Q: I evaporate metals, and I also run a nitrogen plasma. In both cases I pay to make free atoms. What does that cost for different elements?

A: The column "energy over elements" gives that cost per atom. It is the energy of the free atom less that of one atom in the element's ordinary form, which is a solid for five rows and the N₂ molecule for nitrogen. The "spin moment", in μB, counts the unpaired electrons of the free atom. The energies come from density functional theory with the PBEsol functional, at zero temperature and without zero-point motion.

Free atoms in a periodic box of 15 × 15.5 × 16 Å, computed with Ansatz 0.2.0 (PBEsol, plane-wave PAW, scalar-relativistic, collinear spin) at a 420 eV cutoff and the Γ point, with 0.005 eV Gaussian smearing and symmetry switched off. Energies over elements are relative to the elements' standard states in the same functional, extrapolated to zero smearing.

```
species  starting moment  energy over elements (eV/atom)  spin moment (μB)  level gap (eV)
     Al             1 μB                           3.812              1.00           0.265
      B             1 μB                           6.676              1.00           0.426
      C             2 μB                           8.302              2.00           0.357
      N             3 μB                           5.438              3.00           4.254
     Si             2 μB                           4.964              2.00           0.000
      W             4 μB                           9.176              6.00           1.588
```

Q: Tungsten at the top and aluminium at the bottom agree with my experience. But the order in between, silicon, nitrogen, boron, carbon, looks arbitrary. Is there a rule?

A: There is a useful one: ask how many electrons each atom brings to its bonds, and how much energy each of them earns there. The first number comes from the valence shell. The second depends on the size of the orbitals, most clearly when we compare the second period with the third, and also on how stable the free atom is. In symbols,

E ≈ n × s

where E is the energy over elements, n the number of valence electrons that can join bonds, and s the average energy earned per such electron. An element can be costly to take apart because s is large, because n is large, or both.

Q: Then I can read n from the spin moment. Unpaired electrons are the ones that form bonds.

A: That is the natural first try, and the table contradicts it. Boron has one unpaired electron and nitrogen three, yet a boron atom costs 6.68 eV and a nitrogen atom 5.44 eV. If each unpaired electron earned what boron's single one appears to earn, nitrogen would cost 20 eV. The spin moment describes the atom when it is alone, whereas bonding is decided by what the atom can do when it has neighbours.

Q: What can boron do with neighbours that it doesn't do alone?

A: It can open its s pair. The free atom has two paired 2s electrons and one 2p electron, and two of its three 2p orbitals are empty. Lifting one s electron into an empty p orbital costs energy, but it leaves three electrons able to bond instead of one, and the bonds repay the cost. Chemists call this promotion; in a solid the s and p orbitals simply mix, with the same outcome.

Aluminium also gets n = 3 in this way, and carbon and silicon get n = 4. Nitrogen is different. Its three p orbitals already hold one electron each, so a promoted s electron would only pair up with one of them. Nitrogen therefore keeps one pair out of its bonds and has n = 3.

Q: Can you show me the rule at work on a real number?

A: Take silicon, and let aluminium, its neighbour in the same period, set the value of s. Aluminium costs 3.812 eV and has three bonding electrons:

s = 3.812 eV / 3 = 1.27 eV per electron
E(Si) ≈ 4 × 1.27 eV = 5.08 eV

The calculation gives 4.96 eV for silicon, so the estimate is about 2 % too high. Silicon's own energy was not used in making it. Counting unpaired electrons instead, two for silicon against one for aluminium, would have given 7.6 eV.

Q: Is it that good everywhere?

A: No, silicon is the best case. If boron sets s for the second period, the same steps put carbon 7 % above its computed energy and nitrogen 23 % above. The rule finds the right scale for carbon, but it misses something in nitrogen.

There is also a reason not to make too much of the silicon result. The calculation spread silicon's two p electrons evenly over three p orbitals, while in aluminium, boron and carbon it placed the p electrons in particular orbitals. For all four atoms the state found may not be the lowest, and a lower one would reduce the cost. An agreement to about a tenth of an electronvolt therefore has no deeper meaning.

Q: Boron and aluminium have the same n, but boron costs far more. So that must be s?

A: Yes, and comparing two elements with equal n isolates it. Boron costs 1.75 times as much as aluminium, and carbon 1.67 times as much as silicon. If a better state of the silicon atom lay 0.2 eV lower, a size I assume only as a test, the second ratio would become 1.74. The advantage of the second period doesn't depend on that detail.

The standard explanation lies in the atomic cores. A 2p orbital is the innermost p orbital an atom has, so no filled p shell beneath it keeps it out, and it stays compact. Atoms with such orbitals can come close together, where the orbitals overlap strongly and the shared electrons feel both nuclei at short range. A 3p orbital must stay orthogonal to the filled 2p shell, which makes it larger; the bonds are longer and each electron earns less.

Q: Now nitrogen. I was taught that N₂ has one of the strongest bonds there is. Why is it cheaper per atom than boron or carbon?

A: First, because that bond is shared by two atoms. Breaking the whole molecule costs 2 × 5.44 eV, or 10.9 eV, which is indeed a great deal for one bond. Each atom accounts for half of it. A carbon atom in the solid has bonds to several neighbours, and its share of all of them adds up to 8.30 eV.

The count of electrons explains most of the step from carbon to nitrogen. The cost falls by 2.86 eV per atom. One bonding electron fewer, valued at carbon's own 2.08 eV per electron, accounts for nearly three quarters of that fall. The remaining 0.8 eV means that each of nitrogen's three electrons also earns somewhat less than one of carbon's. Against boron, which has the same n as nitrogen, the count explains nothing: the whole difference of 1.24 eV lies in what each electron earns.

Q: Why would they earn less? Nitrogen's orbitals are even more compact.

A: One reason is that the energy over elements is a difference, and the free nitrogen atom is unusually comfortable. Its three p electrons have parallel spins. Electrons of the same spin avoid each other, which for orbitals of a given shape lowers their repulsion, and this is the exchange energy behind Hund's rule. In N₂ all electrons are paired, so the advantage is given up when the bond forms and regained when it breaks.

The "level gap" lets us judge the size. For nitrogen it runs from the filled p levels of one spin to the empty p levels of the other, and it is 4.25 eV. Suppose this splitting grows in proportion to the number m of unpaired electrons. Starting from a state with no net spin, each electron turned over raises m by two and gains the splitting reached so far. Adding up these gains gives

spin energy ≈ splitting × m / 4 = 4.25 eV × 3 / 4 ≈ 3 eV

This is good to an order of magnitude only, but it shows that spin matters on the scale of the bond itself.

Q: But 3 eV is much more than the 0.8 eV you had left to explain.

A: It is, so spin can't be the only difference. Carbon's free atom loses some spin energy on bonding too, though less, since in this picture the loss grows roughly as the square of the number of unpaired electrons. Carbon must also pay for promotion, which nitrogen largely avoids. My reading is that these terms partly cancel and leave the modest deficit we see; the table gives only the net result, so that division remains an argument.

Q: Can I use the level gap in the same way for the other atoms?

A: No. In aluminium, boron and carbon the gap separates filled and empty p orbitals of the same spin, so it doesn't measure the gain from turning a spin over. These orbitals differ only in direction, but the calculation gives them different energies once some are filled and others left empty. Silicon's zero comes from spreading its electrons over all three, and it doesn't make a silicon atom a metal. Tungsten's gap does run from one spin to the other, but with both 5d and 6s electrons present it may join orbitals of different kinds.

Q: Tungsten, then. Are its electrons the strongest binders of all?

A: No, it wins by numbers. The free atom has six unpaired electrons, five in 5d and one in 6s, and all six can bond. Each earns 1.53 eV, more than in aluminium or silicon but less than in any of the three second-period elements. Compared with carbon, tungsten has 1.5 times as many bonding electrons and each earns 0.74 times as much, so the product comes out about a tenth higher.

In the metal most of these six electrons sit in the d band and fill roughly its lower half, which is made of bonding states. This is why almost every one of them contributes. Further along the same row of the periodic table, added electrons must enter antibonding states and undo part of the binding. Cohesion in that row is therefore greatest near the middle and falls, with some irregularity, towards gold and mercury. In such a series n can't simply be the number of valence electrons.

Q: Is the tungsten atom in the right state?

A: Not the one found in nature. The real atom has four unpaired electrons in its ground state, with the six-electron state a few tenths of an electronvolt higher. Spin-orbit coupling, which this calculation leaves out, favours the former. That affects the exact value for tungsten but hardly the reason why it is large.

Q: How far should I trust the values for my own work?

A: Trust the order more than the values. Compared with measured energies as I roughly recall them, all six computed costs are too high, by some 0.3 to 0.9 eV, while the order is the same. Part of the excess for the light elements is the zero-point motion left out here. PBEsol is also known to bind solids and molecules too strongly relative to free atoms. The PAW datasets, which stand in for the atomic cores, were made for another functional, PBE, and that adds an inconsistency which I expect to be smaller. For aluminium, boron, carbon and silicon, a free atom that isn't in its lowest state would add to the excess as well.

Keep in mind, too, what leaves your source. These are costs of single atoms. Your plasma must pay at least nitrogen's cost, 5.44 eV in this calculation and somewhat less in reality, for each atom it makes, whereas nitrogen gas already consists of molecules and costs nothing on this scale. For an element outside this table, counting bonding electrons and borrowing the earnings per electron from a neighbour gives a first guess at best: for nitrogen it already misses by more than a fifth.
